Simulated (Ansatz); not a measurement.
## W: the change of energy above lowest point with volume scale

Free energy against uniform scaling of the volume at fixed shape and fractions; periodic cell, basis, potentials, k mesh and filling as listed. The results are calculated, by Ansatz 0.2.0.

The cell before it is scaled or strained (space group Fm-3m, No. 225):
```
CELL_PARAMETERS angstrom
0.00000 2.03000 2.03000
2.03000 0.00000 2.03000
2.03000 2.03000 0.00000
ATOMIC_POSITIONS crystal
W 0.00000 0.00000 0.00000
```

Settings of every row: functional LDA; dispersion none; potentials all-electron LAPW; k mesh 12x12x12; k shift 0x0x0; occupations fermi dirac; smearing width 0.15 eV; spin none; basis error target 0.0005 eV/atom.

Limits: coarse k mesh, up to 40 meV an atom off; no spin-orbit coupling, which can matter with elements this heavy.

```
row  volume scale  V (Å³/atom)  energy above lowest point (meV/atom)
  1          0.92       15.392                                     0
  2          0.96       16.062                                   3.7
  3             1       16.731                                     ?
  4          1.04         17.4                                 148.3
  5          1.08       18.069                                 271.8
```

Question: what energy above lowest point should row 3 give?

Worked fit of energy above lowest point. Take u = (V_r/V)^(2/3) − 1 with V_r = 16.731 Å³ an atom, which is twice the finite (Eulerian) strain; such expansions in the strain, on which the Birch-Murnaghan equation of state is built, carry the rest volume and the bulk modulus. The shown rows have u = 0.05719, 0.02758, -0.0258, -0.05. Least squares give energy above lowest point = 56.33 − 2759.8 × u + 31020 × u² meV/atom; a straight line predicts inner rows, each left out in turn, worse (root mean square 52 against 0.29 meV/atom). The rows lie off it by 0.0, -0.1, 0.1, -0.1. Its lowest point lies at u = 0.0445, or V = 15.67 Å³ an atom, and the curvature there gives the bulk modulus at fixed shape and fractions, B = (4/9)(1 + u)² E″(u)/V = 307 GPa. The withheld row has u = 0, so the fit gives 56.33 − 2759.8 × (0) + 31020 × (0)² = 56.3 meV/atom.

The calculation gave 56.4 meV/atom. The fit lies 0.1 meV/atom (0.037 % of the column's range) below it, one unit of the last digit.
